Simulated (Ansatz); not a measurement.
**Equilibrium of SiH2(SiH3)F + C4H9 ⇌ SiH3(SiH2) + C4H9F at process temperatures**

Species: SiH2(SiH3)F, singlet; C4H9 (2-butyl radical) `C[CH]CC`, doublet; SiH3(SiH2), doublet; C4H9F (2-fluorobutane) `CCC(C)F`, singlet. A radical takes F: the energy is the difference in strength between the Si–F bond broken and the C–F bond made.

The electronic reaction energy at CCSD(T)/CBS estimate is +124.5 kJ/mol. Shapes: PBE0-D4/def2-TZVP. Flexible molecules stand in one conformer, not always the lowest. Programs: Ansatz 0.2.0. Enthalpy and entropy come from rigid-rotor, harmonic-oscillator sums on unscaled PBE0-D4/def2-TZVP wavenumbers, ideal gases at 1 bar; R ln 2 is added for the mirror twin of the chiral shape of C4H9, C4H9F. Symmetry numbers: SiH2(SiH3)F 1, C4H9 1, SiH3(SiH2) 1, C4H9F 1. R = 8.3145 J/(mol K).

| T (K) | ΔH (kJ/mol) | ΔS (J/(mol K)) |
| --- | --- | --- |
| 300 | +130.2 | -21.8 |
| 500 | ? | ? |
| 700 | +128.7 | -25.1 |

Work out ln K at 300 and 700 K, and from these estimate it at 500 K.


1. 300 K: ΔG = +130.2 − 300 × (-21.8)/1000 = +136.7 kJ/mol; ln K = −ΔG/RT = -54.80.
2. 700 K: ΔG = +128.7 − 700 × (-25.1)/1000 = +146.3 kJ/mol; ln K = −ΔG/RT = -25.14.
3. Slope against 1000/T: (-25.14 − (-54.80))/(1.4286 − 3.3333) = -15.57, that is −ΔH/R with ΔH near +129 kJ/mol.
4. 500 K: ln K = -54.80 + (-15.57) × (2.0000 − 3.3333) = -34.04.

The full sums give ΔH = +129.4 kJ/mol, ΔS = -23.9 J/(mol K), ΔG = +141.3 kJ/mol and ln K = -33.99 at 500 K, so the line is off by -0.05 in ln K; without rounding the miss is -0.04, from the change of ΔH with temperature. The reactants are favoured over this whole range. An error of 10 kJ/mol in the energy moves ln K by 2.4 at 500 K. Soft modes are treated as harmonic, which can err either way at these temperatures; the lowest are those of SiH2(SiH3)F (100 cm⁻¹), C4H9 (63 cm⁻¹), SiH3(SiH2) (130 cm⁻¹), C4H9F (111 cm⁻¹). Other conformers aren't counted. Open shells run unrestricted. The CBS estimate extrapolates MP2 from def2-TZVPP and def2-QZVPP and adds CCSD(T) − MP2 in the triple-zeta set, cores frozen.

Fluorine stays on silicon: abstraction by the 2-butyl radical is strongly endothermic, and an energy error of 10 kJ/mol would not alter that verdict. The Si–F bond is the stronger one mainly because silicon is more electropositive than carbon, which gives the bond a large ionic contribution, probably helped by donation from the fluorine lone pairs into σ* orbitals on silicon.

Heating raises ln K from -54.80 to -25.14 even though ΔG becomes more positive. The two are compatible, since ln K follows ΔG/T and the enthalpy penalty weighs less as T grows. The entropy term is small, as expected when the number of molecules is unchanged, but it also opposes the transfer. With ΔH and ΔS of these signs, heating alone would therefore not bring K to one. The reverse reaction, fluorine abstraction from 2-fluorobutane by the disilanyl radical, is strongly downhill, but its rate depends on a barrier that these equilibrium data do not give.
